Row 1 carries a phonon frequency of −76.2 cm⁻¹, and row 2 repeats it. The minus sign is a convention for an imaginary frequency: ω² is negative, so the energy falls when the atoms move along this pattern, and the figure measures a downward curvature, not a vibration. The cell is an invented layered form of InGaPdSe₂, made by swapping elements and relaxed with PBE in the symmetry of its start, and the pair marks it as a saddle point. The mode number only ranks the modes from lowest to highest.

Zone-centre phonons of InGaPdSe₂ (I-4m2, 5 atoms) by linear response in Ansatz 0.2.0, using scalar-relativistic PBE with PAW, a 420 eV plane-wave cutoff, a 12×12×12 k mesh, Gaussian smearing of 0.1 eV and no spin polarisation. Negative values denote imaginary frequencies; the three translations are left out and no LO–TO term is included.

| row | phonon frequency (cm^-1) | mode number |
| --- | --- | --- |
| 1 | -76.20 | 1 |
| 2 | -76.20 | 2 |
| 3 | 35.40 | 3 |
| 4 | 41.30 | 4 |
| 5 | 41.30 | 5 |
| 6 | 72.30 | 6 |
| 7 | 72.30 | 7 |
| 8 | 102.80 | 8 |
| 9 | 134.90 | 9 |
| 10 | 134.90 | 10 |
| 11 | 135.80 | 11 |
| 12 | 160.10 | 12 |

The structure is a flat square net of alternating Ga and Pd atoms 2.72 Å apart, capped above and below by Se, with In between the slabs. By the coordinates, Ga and Pd each have four Se neighbours at 2.69 Å in tetrahedra of the same shape, which makes Ga a control for anything blamed on the size or shape of the Pd site. Symmetry gives A₁ + 3B₂ + 4E once the translations are removed: four single modes along the stacking axis z and four pairs in the plane, as in the table. Rows 1 and 2 are therefore one instability with two directions, x and y. In its eigenvector Pd and one of the two Se atoms carry 49 % and 48 % of the weight and move against each other.

The first explanation is mass, and it is tempting because the three lowest real modes are mostly In, the heaviest atom, while Ga, the lightest, leads rows 9, 10 and 12. With one stiffness for all modes, ω = A/√m, where the mode mass m = 1/Σ(eᵢ²/mᵢ) follows from the eigenvector components eᵢ and atomic masses mᵢ. A least-squares fit of A to the seven distinct real frequencies leaves a root-mean-square miss of 40.5 cm⁻¹. The masses allow a ratio of 1.28 between highest and lowest frequency, whereas the real modes span 4.52.

Rows 6 and 11 make the failure plain. Both are mainly Se, with a mode mass of 79 amu, yet one lies at 72.3 and the other at 135.8 cm⁻¹. What differs is direction: in row 6 the Se slides in the plane, bending its bonds to Ga and moving along its bonds to Pd, which resist little that way (0.123 eV/Å² by the springs derived below), and in row 11 the two Se sheets move away from the metal net along z and stretch all their bonds to Ga and Pd. Stiffness sets the order, and since mass only scales ω², the sign of row 1 must come from stiffness too.

The stiffnesses can be read back from the same calculation. With the frequencies, eigenvectors and masses, the spring between sublattices i and j along one axis is k = −√(mᵢmⱼ) Σ ω² eᵢ eⱼ, summed over the modes of that axis, with ω² negative for row 1. This rearranges the result exactly and is no independent check; the rounding of the table moves a k by at most 0.003 eV/Å². Each k adds up all periodic images of the partner atom, because at the zone centre every cell moves alike. For motion along x, Se1 is the selenium whose Pd bonds lie across the motion and whose Ga bonds lean along it, and Se2 is the reverse.

The second explanation is that Pd rattles in a cage too large for it. The test is to move the Pd sublattice alone and hold everything else. Along x that gives −17.4 cm⁻¹, only 5 % of the ω² of row 1, and along z a stiff 92.7 cm⁻¹. Ga, in a cage of the same size, is held at 115.1 cm⁻¹ along x. So Pd is indeed not held in the plane, but cage size alone does not account for it, and Pd alone supplies little of the instability.

The reason lies in one spring. The Pd–Se1 constant along x is −2.026 eV/Å²: it pushes the two apart sideways the further they slip. When Pd moves alone, the Ga–Pd spring of 1.390 and two smaller positive ones all but cancel it, leaving −0.118 eV/Å². When Se1 moves the opposite way, the slip roughly doubles, and the energy gained goes as its square, while the Ga–Pd spring is stretched hardly more than before. The Ga–Se1 spring of 1.689 is now stretched too, but it costs only about as much as the Ga–Pd one. The instability belongs to the pair.

A two-level model puts a size on this. Let a and b be the ω² of Pd and Se1 each moving alone, and g the coupling between them. The lower root of the 2×2 problem is (a + b)/2 − √[((b − a)/2)² + g²].

a = −17.4² = −303 cm⁻², b = 36.2² = 1310 cm⁻²

g = the size of the Pd–Se1 spring, 2.026 eV/Å², divided by the square root of the product of the Pd and Se masses and converted to cm⁻²

The lower root is then ω = −74.6 cm⁻¹, the minus sign again marking an imaginary value.

That is about 2 % short of the −76.2 of the table. Row 1 went into a, b and g, so the agreement is no prediction; it shows that two atoms out of five hold the instability and that the coupling makes most of it, since without g the lower root would be a alone, or −17.4 cm⁻¹. Setting this one spring to zero, with the diagonal terms adjusted so that translations stay free, makes every in-plane mode real, the lowest at 39.1 cm⁻¹.

The third explanation asks why a spring should be negative, and it has a simple analogue: a bead held between two compressed coil springs. Along their axis the bead is held firmly, but sideways it pops out, because a compressed spring lengthens and relaxes when the bead leaves the line. For a pair energy V(r), the stiffness is kₗ = V″ along the bond and kₜ = V′/r across it, and kₜ is negative under compression. The analogy holds only for forces that depend on the distance between two neighbours, and it carries a strict consequence: the same kₜ acts in every direction across the bond.

That consequence can be tested. Each metal atom M has two bonds to each Se sublattice, tilted so that the squared cosine to the plane is γ = 0.512. The constant across the bonds is 2kₜ, the one along x in the plane of the bonds is 2[kₗγ + kₜ(1 − γ)], and these two fix kₜ and kₗ by direct solution. The constant along z must then be 2[kₗ(1 − γ) + kₜγ], and it comes from a different set of modes, none of which entered kₗ or kₜ.

For Ga–Se the bead picture works fairly well: it predicts 1.62 eV/Å² along z against 1.44 found, 13 % too high, and the four z modes recomputed with it land within 5 cm⁻¹ of the table. Its kₜ is small and positive, as for a bond under slight tension. The Ga–Se link behaves like an ordinary spring.

For Pd–Se it fails outright. The in-plane constants demand kₜ = −1.01 eV/Å² per bond, which would all but cancel the stiffness along z and leave 0.02 eV/Å². The calculation has 2.04 there, stiffer than Ga–Se. With the predicted value row 3 would itself turn imaginary, at −53.1 cm⁻¹. A compressed nearest-neighbour bond is thus ruled out as the sole cause: one kₗ and one kₜ cannot give all three Pd–Se constants, which are −2.026 eV/Å² across the bonds, 0.123 along x in their plane and 2.04 along z.

The numbers stop short of naming what replaces it. The failure covers nearest neighbours only, and sublattice sums blend near and far atoms; the next Se1 atoms lie about 4.7 Å from Pd, mostly along x, and would feed the same constant. That distant links matter in this cell is visible elsewhere, since In and Ga, 4.18 Å apart, share a spring of 1.9 eV/Å² along z. Angle-dependent bonding through the Pd d states, or screening by the conduction electrons, could each give direction-dependent constants of this kind, but either is a guess here, untested by the run.

The familiar preference of Pd(II) for square-planar coordination suggests a different motion, though this charge state is itself an assumption in a metal. Four of the Se–Pd–Se angles are 119.2°, and flattening by a twist would open two diagonally opposite ones and close the other two. In row 1, for a Pd shift of 0.1 Å, the two angles at Pd that include one Se2 open by 4.8° and the two that include the other close, while the two Pd–Se2 bonds change by ∓0.088 Å. The first step is toward unequal bonds, not toward a square. This does not count against the preference: the two Se2 atoms around a Pd are periodic images of one atom and must move alike at the zone centre, so the twist is barred here and would have to be sought at other wave vectors. Pressing both Se sheets toward the metal net would also flatten the tetrahedra, and that is allowed here; it is the motion of row 11, stiff at 135.8 cm⁻¹. Where the distortion ends is beyond a harmonic calculation.

The negative spring may also be sensitive to the settings. The state is metallic, with bands overlapping by 0.39 eV, an overlap that PBE can overstate. The run itself converged without warnings, but the data makers' tests on other systems found the phonons of metals sensitive to the k mesh, and that was not tested for this cell. If screening at the Fermi surface is the source, a different mesh or smearing could shift the pair considerably, and one mesh and one smearing leave open that it is partly an artefact. Spin polarisation was switched off, so the zero moment is imposed, and only the zone centre was examined.

For a neighbouring cell of this shape the useful question is what the Pd site's sideways link to Se does. Giving it the value that Ga has across its bonds, 0.321 eV/Å², turns the in-plane set into an ordinary one: the lowest mode is real at 39.5 cm⁻¹, and the top one barely moves from 134.9 to 136.2. This is an exercise with all other springs frozen, which a real change of element would not respect. A change of mass alone would rescale the frequencies and leave the imaginary pair imaginary.
